Question: Why does squashing bcc platinum lower its energy, and stretching it too?

I took a bcc crystal of platinum and changed its shape at constant volume, making it shorter or longer along one cube axis. The axial ratio is the length along that axis over the length across it, so it is 1 for bcc. The energy change is counted from bcc.

Calculated values. Bcc Pt (a = 3.168 Å, not relaxed at this level), deformed tetragonally along [001] at a fixed volume of 15.90 Å³ per atom. Ansatz 0.2.0, plane-wave PAW, scalar-relativistic LDA without spin polarisation, cutoff 420 eV, 24×24×24 k mesh, Gaussian smearing of 0.15 eV. Energies are free energies relative to bcc; pressure is positive in compression.

```
axial ratio (over its starting value)  energy change (meV/atom)  pressure (GPa)
                                0.707                      46.6           -6.50
                                 0.78                    -105.1          -15.00
                                 0.85                     -80.4          -16.78
                                    1                       0.0          -15.84
                                  1.2                     -58.2          -17.25
                                1.414                    -103.7          -18.69
```

I thought bcc was a sensible place to start, because the force on the atom is zero and the stress is the same in all directions. Yet the energy goes down whichever way I deform the cell. Then, at the flattest shape, it suddenly shoots up. The pressure is no help, since it follows a different order from the energy. Is something wrong with the run, or is this what platinum does?

Answer:

The shape of the curve makes sense. Your bcc crystal is balanced on top of a hump, with a valley on each side. Symmetry supplies the balance, and balance is not the same as stability.

It helps to know which crystal each row describes. Only the row at ratio 1 is bcc. At 1.414, which is √2, the same lattice has become fcc, the structure platinum really has: redraw the cell with its base turned by 45° and it is a cube with atoms on its faces. The rows in between, and those below 1, are body-centred tetragonal crystals, with one axis different from the other two.

Now consider why bcc looks so calm. Stretch a cubic crystal slightly along z and let it shrink along x and y so that the volume stays the same. Do the same with x as the long axis, then with y. To first order the three deformations add up to no deformation at all, so their first-order energy changes must add up to zero. In a cube the three axes are equivalent, so the three changes are also equal, and each of them must be zero.

The energy curve is therefore flat at bcc, and by the same argument it is flat at fcc. Symmetry does not say whether a flat point is a valley or a hilltop. Your rows point to a hilltop for bcc: the energy is lower by 80 meV per atom at ratio 0.85 and by 58 meV at 1.2. Those are wide steps, so they cannot rule out a small dimple right at the top, but they do show lower ground on both sides. On the fcc side the descent goes on to 104 meV, or about 10 kJ/mol, and levels off there. No row lies beyond fcc, but since real platinum has this structure, it is safe to take it as the floor of a valley.

Why platinum prefers fcc to bcc is a matter of its electrons. The usual explanation for metals late in the transition series starts from their nearly full d band. The arrangement of the neighbours decides how the levels are spread within that band, and with this filling the fcc spread gives a lower total energy than the bcc one. That is established theory, which these energies agree with but do not test.

With a hump at bcc, the other side needs a valley as well. The energy starts downhill as the crystal is flattened, but it cannot go on falling, because the atoms stacked along the axis are being pushed into each other. Somewhere the descent must turn into a climb. This second valley has no cubic symmetry to fix its position, so its axial ratio has to be found from the energies or the stresses.

The stresses locate it more closely than the energies do. At constant volume, a small increase in the ratio r lengthens the axis by two thirds of the relative change and narrows each of the other two directions by one third. The work done by the stresses then gives the slope of the energy:

dE/d(ln r) = −(2/3) V (P_along − P_across)

Here V is the volume per atom, and P_along and P_across are the stresses along and across the axis, positive in compression. If the axis is the more compressed direction, the crystal lowers its energy by growing longer.

The difference P_along − P_across is +5.6 GPa at ratio 0.78 and −11 GPa at 0.85. The first crystal wants to become longer and the second wants to become flatter, so the bottom of the valley lies between them. That interval contains the ratio 0.816, at which each atom has ten neighbours at exactly the same distance, against eight in bcc and twelve in fcc. The good packing may be why the valley lies there, though six shapes are too few to settle it.

The steep rise at 0.707 is the wall of this valley. Each atom now has two neighbours along the axis at only 2.51 Å, about 8 % closer than the nearest neighbours in bcc. The axis is under a compression of 23 GPa, while the directions across it are under a tension of 21 GPa. The compression is what short-range repulsion between atoms stacked so closely would produce, whereas tension across the axis is present in every row. This last step of flattening costs 152 meV per atom.

The same squeeze explains the odd pressure in that row. The pressure is the average of the stresses in the three directions, so strong compression along one axis cancels much of the tension along the other two. The result, −6.5 GPa, looks mild but hides the most unevenly stressed crystal of the set.

The pressures are negative in every row for a simpler reason. The starting cell was not relaxed with this functional and is larger than the functional wants, so each crystal pulls inwards when its stresses are averaged over the three directions. How hard it pulls follows the shortest distance between atoms: the shorter that distance, the less negative the pressure, in all six rows. A likely reason is that repulsion rises steeply with approach, so that the closest pairs do much of the pushing outwards, though the scan does not separate repulsion from bonding.

The energy does not follow that order. Repulsion and bonding enter both quantities, but the energy is their total, while the pressure is only the rate at which that total falls as the volume grows. The crystal at 0.78 has a shorter closest contact than bcc, yet it lies 105 meV lower. The pressure tells you how the energy would respond to a change of volume; it does not tell you which shape is best at the present volume.

That distinction matters for one tempting conclusion. The row at 0.78 lies 1.4 meV below fcc, and about 6 meV below it once the effect of the electronic smearing is extrapolated away. Taken literally, platinum would rather be tetragonal than fcc. But the comparison is made at one common, stretched volume, and fcc has the more negative pressure, so it has more to gain from shrinking.

A rough estimate shows how much more. Near its best volume a crystal behaves like a spring, with an energy that grows as the square of the volume change. Written in terms of the pressure P and the bulk modulus B, the energy released on relaxing is

gain ≈ P² V / (2B)

For fcc, P is −18.7 GPa and V is 15.9 Å³. With B at roughly 280 GPa, a recalled value for fcc platinum, this becomes

gain ≈ 18.7² × 15.9 / (2 × 280) ≈ 9.9 GPa Å³ ≈ 62 meV per atom

The same formula, with the same B, gives about 40 meV for the row at 0.78. Fcc therefore gains some 20 meV more, enough to overturn a lead of 6 meV. Take this as a guide and not as proof, because a stretched crystal is softer than this B implies and the two structures need not be equally stiff. The true bottom of the tetragonal valley also lies somewhat lower than the row at 0.78, and its pressure is probably more negative. Both narrow the margin, so the estimate shows that the order can turn, not that it must. Spin-orbit coupling, strong in platinum and left out here, could shift differences of a few meV as well, and so could the PAW datasets, which were made for the PBE functional and not for LDA.

The printed output after this answer lists the distances, stresses and energy differences behind this reasoning.

For your own work, the lesson is to distrust a calm crystal of high symmetry. Zero forces and an even stress are guaranteed in bcc, whether it is stable or not, so deform it a little both ways and see whether the energy rises. The same question remains open for the second valley. It is a minimum along this one path, but to learn whether it would survive a sideways shear, or slide from there into fcc, you need a deformation that this scan does not contain.

The analysis program printed:

```
Neighbour distances in angstrom:
    row  two along axis  eight diagonal  four across axis  shortest
  0.707           2.514           2.811             3.556     2.514
   0.78           2.684           2.779             3.442     2.684
   0.85           2.843           2.759             3.344     2.759
    1.0           3.168           2.744             3.168     2.744
    1.2           3.577           2.765             2.981     2.765
  1.414           3.991           2.822             2.823     2.822
Stress in GPa (positive difference means energy falls as the ratio grows):
    row  across axis  along axis  along less across
  0.707       -21.14       22.78              43.92
   0.78       -16.87      -11.26               5.61
   0.85        -13.1      -24.15             -11.05
    1.0       -15.84      -15.84                  0
    1.2       -19.31      -13.13               6.18
  1.414       -18.69      -18.68               0.01
Energy against bcc in meV an atom:
    row  free energy  zero smearing  shift
  0.707         46.6          46.63   0.03
   0.78       -105.1         -104.8   0.32
   0.85        -80.4          -79.4      1
    1.0            0              0      0
    1.2        -58.2         -55.94   2.26
  1.414       -103.7         -98.52   5.18
Row 0.78 less fcc, free energy, meV an atom: -1.4
Row 0.78 less fcc, zero smearing, meV an atom: -6.26
Climb from row 0.78 to row 0.707, meV an atom: 151.7
Shortest contact of row 0.707 against that of bcc, percent: -8.361
Axial ratio with ten equidistant neighbours: 0.8165
Rank correlation of shortest contact with pressure: -1
Rank correlation of shortest contact with energy: -0.3714
Rough gain of fcc on relaxing the volume, meV an atom: 61.89
Rough gain of row 0.78 on relaxing the volume, meV an atom: 39.87
Rough extra gain of fcc over row 0.78, meV an atom: 22.03
```
